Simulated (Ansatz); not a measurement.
# Abstraction of Cl: CBrCl3 + GeH(CH3)2 → CBrCl2 + GeH(CH3)2Cl

Species: CBrCl3 (bromotrichloromethane) `ClC(Cl)(Cl)Br`, singlet; GeH(CH3)2, doublet; CBrCl2 `Cl[C](Cl)Br`, doublet; GeH(CH3)2Cl, singlet. A radical takes Cl: the energy is the difference in strength between the C–Cl bond broken and the Ge–Cl bond made.

Shapes, held fixed at every level: PBE0-D4/def2-TZVP. Programs: Ansatz 0.2.0. The zero-point and thermal change to 298 K, harmonic and unscaled (PBE0-D4/def2-TZVP), is +2.3 kJ/mol.

```tsv
level	kind	ΔH(298 K) (kJ/mol)	less CCSD(T)/def2-TZVPP	CPU time (sum over the molecules)
SPW92/def2-TZVPP	LDA	-135.7	+16.5	18 s
r2SCAN-D4/def2-TZVPP	meta-GGA	-161.4	-9.2	80 s
B3LYP-D4/def2-TZVPP	global hybrid	-156.1	-3.9	67 s
BHLYP-D4/def2-TZVPP	global hybrid	-170.2	-18.0	54 s
B2PLYP/def2-TZVPP	double hybrid	-156.8	-4.6	71 s
CCSD(T)/def2-SVP	coupled cluster or CI	-143.5	+8.7	89 s
CCSD/def2-SVP	coupled cluster or CI	-149.5	+2.7	–
CCSD(T)/def2-TZVPP	coupled cluster or CI	-152.2	0.0	33 min
```

The highest level, CCSD(T)/def2-TZVPP, gives ΔH(298 K) = -152.2 kJ/mol; the levels span -170.2 to -135.7. The column of differences is taken from that level and isn't an error. No measured value is set beside it here. Open shells run unrestricted unless RO is named. Relativity is left out for Br, Ge unless named. Correlated rows may include outer-core shells of Br, Ge, which these sets cover unevenly. Times are processor times on shared x86 and Arm servers, and rough.

Chlorine transfer from carbon to germanium is strongly exothermic at every level, so the Ge–Cl bond formed is clearly stronger than the C–Cl bond broken. Germanium is more electropositive than carbon, which gives its bond to chlorine a larger ionic contribution. The C–Cl bond is also weakened by crowding in CBrCl3 and by the stability of CBrCl2, whose unpaired electron delocalises onto the halogen lone pairs.

The closeness of CCSD/def2-SVP to the highest level is probably a cancellation: adding triples in the small basis makes the reaction less exothermic, whereas enlarging the basis at CCSD(T) moves it from -143.5 to -152.2 kJ/mol. That shift suggests that the polar Ge–Cl bond needs flexible polarisation functions, and that the basis-set limit may not yet be reached. The sign of the reaction enthalpy is therefore secure, its exact size less so. The exothermicity doesn't establish chlorine abstraction as the preferred pathway, since the weaker C–Br bond offers a competing site that germyl radicals would normally favour.
